IVR-limited rate of conformer interconversion in 2-fluoroethanol

Result

At total vibrational energy E, let a fraction f of the reactant states be activated, that is, hold more than the barrier energy E₀ in the reaction coordinate. Let them cross the barrier at rate ν_R, and let intramolecular vibrational redistribution (IVR) relax the activated population towards its statistical share f at rate k_IVR. Then

k(E) = k_RRKM κ, κ = k_IVR/(k_IVR + ν_R), k_RRKM = f ν_R.

For k_IVR ≫ ν_R this is the RRKM rate. For k_IVR ≪ ν_R it is k = f k_IVR, independent of ν_R. Randomising collisions at rate ω replace k_IVR by K = k_IVR + ω. The formula assumes first-order kinetics and counts each crossing as final.

Problem

2-Fluoroethanol, FCH₂CH₂OH (9 atoms, 21 modes), is excited in its lowest, gauche conformer G to E = 3000 cm⁻¹ above the zero-point level and can pass over one C–C torsional barrier to the trans form T. The data are approximate or assumed inputs:

Barrier, zero-point corrected: E₀ = 1000 cm⁻¹ (assumed).
Reaction coordinate: C–C torsion, harmonic, ν̃_R = 150 cm⁻¹.
The 20 bath modes, harmonic, rounded to 50 cm⁻¹ and taken equal in the well and at the barrier: 300, 350, 500, 850, 900, 1050 (×2), 1100, 1200, 1250, 1350, 1400 (×2), 1450 (×2), 2950 (×4), 3650 cm⁻¹.
IVR time: 1/k_IVR = 300 ps (assumed).
Bath gas: ideal N₂ at 300 K, hard-sphere diameter d = 4.3 Å, masses 64.06 u and 28.01 u, every collision randomising.

Find (a) k_RRKM and f; (b) the collision-free rate; (c) the rate at 1, 10 and 100 bar; (d) the collision-free rate if activated T returns over the barrier with the same ν_R, f and k_IVR as G.

Answers of the model

(a) k_RRKM = 0.64 ps⁻¹, f = 0.142. (b) k = 0.47 ns⁻¹, lifetime 2.1 ns. (c) 1.6, 12 and 97 ns⁻¹. (d) 0.24 ns⁻¹, 1/k = 4.2 ns.

Why the formula holds

Let P* be the activated population and P the total reactant population at E. Then

dP*/dt = −k_IVR (P* − f P) − ν_R P*, dP/dt = −ν_R P*.

The IVR term combines deactivation at (1 − f) k_IVR with activation at f k_IVR, a pair that obeys detailed balance. Setting dP*/dt = 0 gives P* = f P k_IVR/(k_IVR + ν_R), and k = ν_R P*/P is the stated result. Without the steady-state step the decay constants λ solve

λ² − (k_IVR + ν_R) λ + f k_IVR ν_R = 0,

and the smaller root is λ = k [1 + f κ(1 − κ) + …]. The leading correction never exceeds f/4 and vanishes in both limits. The definition of k_IVR matters: inserting the escape rate (1 − f) k_IVR in its place would lower the slow limit by the factor 1 − f.

For collisions that scramble the modes at fixed E, a second term −ω(P* − f P) joins the first, and K replaces k_IVR exactly. For strong collisions with a thermal bath, let B be the Boltzmann population of the energy shell. The collision terms are −ω(P* − f B) in the first equation and −ω(P − B) in the second, and the steady state of both gives

ν_R P*/B = f ν_R K/(K + ν_R + f k_IVR ν_R/ω).

The replacement rule therefore holds when the last term of the denominator is small, that is, when reaction does not deplete the shell. In that use k(E) is the kernel of a thermal average, and not the decay rate of a molecule kept at E.

Solution (a)

Let N(ε) be the number of bath states with energy ≤ ε. Each bath state below E carries a torsional ladder of spacing ν̃_R, so the reactant density of states is ρ(E) = N(E)/ν̃_R; for harmonic modes this is exactly the mean density over the 150 cm⁻¹ below E. With the torsional energy treated as continuous, the states holding more than E₀ in the torsion have density N(E − E₀)/ν̃_R, and they reach the barrier once per period, so ν_R = c ν̃_R. Since N(E − E₀) is also the transition-state sum of states,

k_RRKM = c N(E − E₀)/ρ(E) = f ν_R, f = N(E − E₀)/N(E),

with ρ per cm⁻¹ and c in cm s⁻¹. N is counted on the 50 cm⁻¹ grid: start from N = 1 at every grid point and, for each mode of wavenumber ν̃ in turn, update N(ε) → N(ε) + N(ε − ν̃) in order of rising ε. The three lowest modes alone give 55 states up to 2000 cm⁻¹ and 147 up to 3000 cm⁻¹. All modes give

N(2000 cm⁻¹) = 167, N(3000 cm⁻¹) = 1174.

Hence ρ = 1174/(150 cm⁻¹) = 7.83 per cm⁻¹, f = 167/1174 = 0.142 and ν_R = (2.998×10¹⁰ cm s⁻¹)(150 cm⁻¹) = 4497 ns⁻¹. Then k_RRKM = 640 ns⁻¹ = 0.64 ps⁻¹, a lifetime of 1.6 ps.

Solution (b)

With k_IVR = 1/(300 ps) = 3.33 ns⁻¹,

κ = 3.33 ns⁻¹/(3.33 ns⁻¹ + 4497 ns⁻¹) = 7.4×10⁻⁴,
k = (640 ns⁻¹)(7.4×10⁻⁴) = 0.47 ns⁻¹, 1/k = 2.1 ns.

The rate lies below RRKM by 1/κ = 1 + ν_R/k_IVR = 1350. The slow limit f k_IVR = 0.47 ns⁻¹ is the same to these figures, and the steady-state correction f κ(1 − κ) is only 1.1×10⁻⁴. Almost every activated molecule crosses, and activation by IVR is the bottleneck.

Solution (c)

The reduced mass is μ = 19.49 u, the mean relative speed (8k_B T/πμ)^½ = 571 m s⁻¹ and the cross-section πd² = 58.1 Å², so the collision rate coefficient is 3.32×10⁻¹⁰ cm³ s⁻¹. At 1 bar the number density p/k_B T is 2.41×10¹⁹ cm⁻³, which gives ω = 8.0 ns⁻¹ per bar. With κ = K/(K + ν_R):

p = 0: κ = 7.4×10⁻⁴, k = 0.47 ns⁻¹
p = 1 bar: K = 11.3 ns⁻¹, κ = 2.5×10⁻³, k = 1.6 ns⁻¹
p = 10 bar: K = 83 ns⁻¹, κ = 1.8×10⁻², k = 12 ns⁻¹
p = 100 bar: K = 8.0×10² ns⁻¹, κ = 0.15, k = 97 ns⁻¹

Collisions overtake IVR (ω = k_IVR) at 0.42 bar. Half the RRKM rate needs K = ν_R, nominally 5.6×10² bar, where the ideal-gas collision rate is only a guide. At 100 bar the steady-state correction is 1.8 per cent. For thermal strong collisions at 1 bar the depletion term f k_IVR ν_R/ω = 266 ns⁻¹ adds 5.9 per cent to the denominator. Unit collision efficiency makes ω an upper estimate for the given diameter.

Solution (d)

When IVR is slow in T as well, a molecule that has crossed stays activated and can return. If activated T returns at ν′ and relaxes at k′, the fraction k′/(k′ + ν′) of the crossings survives, and ν_R in the steady state becomes ν_eff = ν_R k′/(k′ + ν′), so that k = f k_IVR ν_eff/(k_IVR + ν_eff). For k′ = k_IVR and ν′ = ν_R,

k = f k_IVR ν_R/(k_IVR + 2ν_R) → f k_IVR/2 (slow limit).

This gives k = 0.24 ns⁻¹ and 1/k = 4.2 ns. In this symmetric case the population difference between the wells relaxes at 2k. The activated molecule crosses many times and is trapped on either side with nearly equal chance. Neglect of return thus costs a factor of 2 here, small beside 1350 but larger than every other correction computed above.

Limits of the model

First-order IVR kinetics needs several coupled levels within the IVR width, 1/(2πc × 300 ps) = 0.018 cm⁻¹. The harmonic single-well density places only 0.14 levels there, and more than 57 coupled levels per cm⁻¹ are needed for one. The denser manifold has to come from what the count omits: large-amplitude C–C and O–H torsion, the other conformers and vibration–rotation mixing. These raise both state counts in f, and the model assumes that their ratio changes less than ρ does. Moreover, k_IVR refers to energy exchange between the torsion and the bath, which need not proceed at the decay rate of an optically prepared C–H stretch. As typical knowledge, isolated 2-fluoroethanol in the C–H stretch region changes conformer on a nanosecond scale, roughly three orders of magnitude below statistical estimates. The 300 ps input was chosen to fall in that regime, so the model's 2.1 ns without return and 4.2 ns with symmetric return illustrate the mechanism and do not test it.